**M4-N45N45 Auger multiplet of Dy3+: two-hole energies and multipole shares**

The table holds kinetic energies, purities and shares of the nine M4-N45N45 lines of Dy3+ from a Dirac-Fock ΔSCF calculation with intermediate coupling of the two 4d holes, Coulomb rates, a spectator 4f shell and a Watson sphere. The program fits a d² model (constant, spin-orbit gap, F2, F4) to the energies and compares the unfitted purities; it reproduces the energies to 0.03 eV rms and the purities to 0.003, against 0.51 eV rms without mixing. For the shares it tests state counting, a parameter-free monopole, added k = 2 and k = 4 terms into εd, a further k = 2 term into εg, and a model without monopole, with rms errors of 9.55, 2.63, 0.55, 0.50 and 4.71 points. The weak N5N5 lines at J = 0 and J = 4 lie below the bound for incoherent mixing, which shows destructive interference. The share model remains rough for the weak lines, with N5N5 J = 2 about 60% too low.

Radial Dirac-Fock and Kohn-Sham solver 3: M4-N45N45 Auger lines of Dy3+ ([Xe] 4f9) from average-of-configuration Dirac-Fock ΔSCF energies with Breit and QED corrections, Coulomb rates and intermediate coupling of the two holes. Valence shells are spectators. Kinetic energies are from the vacuum level, with the ion in a Watson sphere (charge -3 e, radius 2.4 Å).

## The fit in Python

```python
# Table: M4-N45N45 Auger lines of Dy3+ (radial Dirac-Fock Delta-SCF solver, intermediate coupling, Coulomb rates, 4f spectator).
# Tested: d^2 two-hole model (E0, spin-orbit gap, F2, F4) for energies and purities; multipole model for the shares.
T = {
    'line_leading_holes': ['N4N4', 'N4N4', 'N4N5', 'N4N5', 'N4N5', 'N5N5', 'N4N5', 'N5N5', 'N5N5'],
    'line_j': [0, 2, 4, 1, 2, 0, 3, 2, 4],
    'line_purity': [0.89, 0.928, 0.96, 1.0, 0.914, 0.89, 1.0, 0.978, 0.96],
    'line_kinetic_energy': [945.7, 953.6, 957.3, 958.0, 959.5, 960.8, 962.0, 965.5, 968.2],  # eV
    'line_share': [7.81, 25.41, 29.03, 8.93, 12.82, 0.29, 14.61, 0.58, 0.52],  # %
}
import numpy as np
from scipy.optimize import least_squares as lsq
from scipy import constants as sc
from sympy import Rational as Q
from sympy.physics.wigner import wigner_3j, wigner_6j
L = list(T['line_leading_holes']); J = np.array([int(x) for x in T['line_j']])
P, E, S = (np.array(T[k], float) for k in ('line_purity', 'line_kinetic_energy', 'line_share'))
C = lambda a, b, k: (-1)**((a+1)//2)*np.sqrt((a+1)*(b+1))*float(wigner_3j(Q(a,2), Q(b,2), k, Q(-1,2), Q(1,2), 0))
D = lambda a, b, c, d, j, k: (-1)**((b+c)//2+j)*float(wigner_6j(Q(a,2), Q(b,2), j, Q(d,2), Q(c,2), k))*C(a,c,k)*C(b,d,k)
N = lambda p: 2**-0.5 if p[0] == p[1] else 1.0
A = lambda p, q, j, k: N(q)*(D(*p, *q, j, k) - (-1)**((q[0]+q[1])//2-j)*D(*p, q[1], q[0], j, k))
B = {0: [(3,3),(5,5)], 1: [(3,5)], 2: [(3,3),(3,5),(5,5)], 3: [(3,5)], 4: [(3,5),(5,5)]}  # pairs of 2j; N4=3, N5=5
H = {(j,k): np.array([[N(p)*A(p,q,j,k) for q in B[j]] for p in B[j]]) for j in B for k in (2,4)}
ch = [(0,(3,5)), (2,(3,5)), (4,(3,5)), (2,(7,9)), (4,(7,9))]  # R0d R2d R4d R2g R4g
M = {j: [np.array([[A((3,b),q,j,k) if b in bs else 0. for q in B[j]] for b in (3,5,7,9)]) for k, bs in ch] for j in B}
def solve(p, mix=True):
    e = np.zeros(9); sh = np.zeros(9); V = [0]*9
    for j in B:
        h = np.diag([p[1]*q.count(3) for q in B[j]]) + p[2]*H[j,2] + p[3]*H[j,4]
        w, v = np.linalg.eigh(h if mix else np.diag(np.diag(h)))
        for n, i in enumerate(sorted(np.where(J == j)[0], key=lambda i: -E[i])):
            m = np.argmax(v[:, n]**2); e[i] = p[0]-w[n]; V[i] = v[:, n]; sh[i] = h[m, m]-w[n]
    return e, V, sh
rms = lambda r: np.sqrt(np.mean(r**2))
n4 = np.array([l.count('4') for l in L]); c = np.polyfit(n4, E, 1)
print(f"span {np.ptp(E):.1f} eV; ladder only: {c[0]:.2f} eV per N4 hole, rms {rms(np.polyval(c,n4)-E):.2f} eV; rounding 0.05 eV")
for mix in (False, True):
    f = lsq(lambda p: solve(p, mix)[0]-E, [E.max(), 7, 18, 12]); p = f.x
    print(f"mixing={mix}: E0 {p[0]:.2f} gap {p[1]:.2f} F2 {p[2]:.2f} F4 {p[3]:.2f} eV, F4/F2 {p[3]/p[2]:.2f}, rms {rms(f.fun):.2f} max {abs(f.fun).max():.2f} eV")
print("std errors E0 gap F2 F4 (eV):", np.round(np.sqrt(np.diag(np.linalg.inv(f.jac.T@f.jac))*2*f.cost/5), 2))
e, V, sh = solve(p)
print("row | E model, model-table, shift by mixing (eV) | purity model, table | leading 2j pair | diag F2, F4 coeff")
for i in range(9):
    m = np.argmax(V[i]**2)
    print(f"{L[i]} J={J[i]} | {e[i]:.2f} {e[i]-E[i]:+.2f} {sh[i]:+.2f} | {V[i][m]**2:.3f} {P[i]:.3f} | {B[J[i]][m]} | {H[J[i],2][m,m]:+.3f} {H[J[i],4][m,m]:+.3f}")
ix = lambda l, j: [i for i in range(9) if L[i] == l and J[i] == j][0]
a, b = ix('N4N5',1), ix('N4N5',4)
gap = [np.diff(solve(p*[1,1,s,s])[0][[b,a]])[0] for s in (1, .9, .8)]
print(f"N4N5 E(J=1)-E(J=4): table {E[a]-E[b]:.1f} eV; model with F x1, x0.9, x0.8:", np.round(gap, 2))
def share(R, coh=True):
    amp = [sum(r*m for r, m in zip(R, M[j])) for j in J]
    w = np.array([(2*J[i]+1)*(((amp[i]@V[i])**2).sum() if coh else (amp[i]**2@V[i]**2).sum()) for i in range(9)])
    return 100*w/w.sum()
rng = np.random.default_rng(0); out = {'2J+1': 100*(2*J+1)/(2*J+1).sum(), 'mono': share([1,0,0,0,0])}
for nm, g, n in (('d', lambda x: [1,x[0],x[1],0,0], 2), ('d+g', lambda x: [1,x[0],x[1],x[2],0], 3), ('noR0', lambda x: [0,x[0],0,1,x[1]], 2)):
    f = min((lsq(lambda x: np.sqrt(share(g(x)))-np.sqrt(S), rng.uniform(-2,2,n)) for _ in range(12)), key=lambda r: r.cost)
    out[nm] = share(g(f.x)); print(f"fit to sqrt(share) {nm}: R0d R2d R4d R2g R4g (relative) =", np.round(g(f.x), 3))
    if nm == 'd+g': inc = share(g(f.x), False)
out['d+g incoh'] = inc
print("share (%): row | table, per 2J+1 | " + ", ".join(out) + " (rounding 0.005)")
for i in range(9): print(f"{L[i]} J={J[i]} | {S[i]:.2f} {S[i]/(2*J[i]+1):.2f} | " + " ".join(f"{o[i]:.2f}" for o in out.values()))
print("rms (points): " + " ".join(f"{rms(o-S):.2f}" for o in out.values()))
print("worst rel. error %: " + " ".join(f"{100*abs(o/S-1).max():.0f}({L[np.argmax(abs(o/S-1))]},{J[np.argmax(abs(o/S-1))]})" for o in out.values()))
for n in (2, 1, 0): print(f"sum n(N4)={n} | {S[n4==n].sum():.2f} | " + " ".join(f"{o[n4==n].sum():.2f}" for o in out.values()))
print("pure-jj monopole sums: 33.33 66.67 0 %")
for j in B: print(f"sum J={j} | {S[J==j].sum():.2f} | " + " ".join(f"{o[J==j].sum():.2f}" for o in out.values()))
for j, l in ((0, 'N4N4'), (4, 'N4N5')):
    w, s = ix('N5N5', j), ix(l, j); r, bd = S[w]/S[s], (1-P[w])/P[w]
    print(f"J={j}: weak/strong {r:.3f}, incoherent lower bound (1-p)/p {bd:.3f}"); assert r < bd
    if j == 0: print("J=0 pure-jj amplitude N5N5/N4N4, two solutions:", [round(np.tan(np.arctan(bd**.5)+t*np.arctan(r**.5)), 3) for t in (-1, 1)])
print(f"(share/2J+1) J=3 over J=1: {(S[J==3][0]/7)/(S[J==1][0]/3):.3f} (monopole: 1)")
print(f"Watson shift 3e/(4 pi eps0 2.4 A) = {3*sc.e/(4*np.pi*sc.epsilon_0*2.4e-10):.1f} eV (settings from caption)")
assert abs(S.sum()-100) < 0.05 and S[n4 == 0].sum() < 3
assert E[n4 == 2].mean() < E[n4 == 1].mean() < E[n4 == 0].mean() and E[ix('N5N5',0)] < E[ix('N4N5',3)]
```

It prints:

```
span 22.5 eV; ladder only: -7.41 eV per N4 hole, rms 2.99 eV; rounding 0.05 eV
mixing=False: E0 966.00 gap 7.69 F2 20.68 F4 12.29 eV, F4/F2 0.59, rms 0.51 max 0.77 eV
mixing=True: E0 965.18 gap 6.82 F2 20.74 F4 13.93 eV, F4/F2 0.67, rms 0.03 max 0.04 eV
std errors E0 gap F2 F4 (eV): [0.03 0.02 0.1  0.16]
row | E model, model-table, shift by mixing (eV) | purity model, table | leading 2j pair | diag F2, F4 coeff
N4N4 J=0 | 945.73 +0.03 -1.65 | 0.890 0.890 | (3, 3) | +0.200 -0.000
N4N4 J=2 | 953.57 -0.03 -0.45 | 0.931 0.928 | (3, 3) | -0.120 -0.000
N4N5 J=4 | 957.27 -0.03 -0.44 | 0.959 0.960 | (3, 5) | +0.033 -0.002
N4N5 J=1 | 958.04 +0.04 +0.00 | 1.000 1.000 | (3, 5) | +0.143 -0.190
N4N5 J=2 | 959.47 -0.03 +0.30 | 0.917 0.914 | (3, 5) | +0.016 -0.082
N5N5 J=0 | 960.76 -0.04 +1.65 | 0.890 0.890 | (5, 5) | +0.229 +0.095
N4N5 J=3 | 962.03 +0.03 +0.00 | 1.000 1.000 | (3, 5) | -0.163 -0.020
N5N5 J=2 | 965.51 +0.01 +0.14 | 0.978 0.978 | (5, 5) | +0.023 -0.048
N5N5 J=4 | 968.21 +0.01 +0.44 | 0.959 0.960 | (5, 5) | -0.114 -0.016
N4N5 E(J=1)-E(J=4): table 0.7 eV; model with F x1, x0.9, x0.8: [0.78 0.68 0.58]
fit to sqrt(share) d: R0d R2d R4d R2g R4g (relative) = [1.    0.742 0.713 0.    0.   ]
fit to sqrt(share) d+g: R0d R2d R4d R2g R4g (relative) = [ 1.     0.76   0.715 -0.391  0.   ]
fit to sqrt(share) noR0: R0d R2d R4d R2g R4g (relative) = [ 0.    -1.146  0.     1.     0.749]
share (%): row | table, per 2J+1 | 2J+1, mono, d, d+g, noR0, d+g incoh (rounding 0.005)
N4N4 J=0 | 7.81 7.81 | 2.22 4.95 8.06 8.08 6.65 7.13
N4N4 J=2 | 25.41 5.08 | 11.11 26.79 25.51 25.39 19.33 24.14
N4N5 J=4 | 29.03 3.23 | 20.00 23.99 28.11 28.26 28.22 27.40
N4N5 J=1 | 8.93 2.98 | 6.67 8.33 8.52 8.52 4.54 8.52
N4N5 J=2 | 12.82 2.56 | 11.11 14.48 13.18 13.13 7.83 14.18
N5N5 J=0 | 0.29 0.29 | 2.22 0.61 0.18 0.18 0.00 1.14
N4N5 J=3 | 14.61 2.09 | 15.56 19.44 15.77 15.69 17.70 15.69
N5N5 J=2 | 0.58 0.12 | 11.11 0.39 0.22 0.22 7.95 0.42
N5N5 J=4 | 0.52 0.06 | 20.00 1.01 0.45 0.52 7.79 1.38
rms (points): 9.55 2.63 0.55 0.50 4.71 1.02
worst rel. error %: 3746(N5N5,4) 111(N5N5,0) 61(N5N5,2) 63(N5N5,2) 1398(N5N5,4) 291(N5N5,0)
sum n(N4)=2 | 33.22 | 13.33 31.74 33.57 33.48 25.98 31.27
sum n(N4)=1 | 65.39 | 53.33 66.25 65.58 65.60 58.28 65.80
sum n(N4)=0 | 1.39 | 33.33 2.02 0.86 0.92 15.74 2.93
pure-jj monopole sums: 33.33 66.67 0 %
sum J=0 | 8.10 | 4.44 5.56 8.24 8.27 6.65 8.27
sum J=1 | 8.93 | 6.67 8.33 8.52 8.52 4.54 8.52
sum J=2 | 38.81 | 33.33 41.67 38.91 38.74 35.11 38.74
sum J=3 | 14.61 | 15.56 19.44 15.77 15.69 17.70 15.69
sum J=4 | 29.55 | 40.00 25.00 28.56 28.78 36.01 28.78
J=0: weak/strong 0.037, incoherent lower bound (1-p)/p 0.124
J=0 pure-jj amplitude N5N5/N4N4, two solutions: [np.float64(0.149), np.float64(0.584)]
J=4: weak/strong 0.018, incoherent lower bound (1-p)/p 0.042
(share/2J+1) J=3 over J=1: 0.701 (monopole: 1)
Watson shift 3e/(4 pi eps0 2.4 A) = 18.0 eV (settings from caption)
```
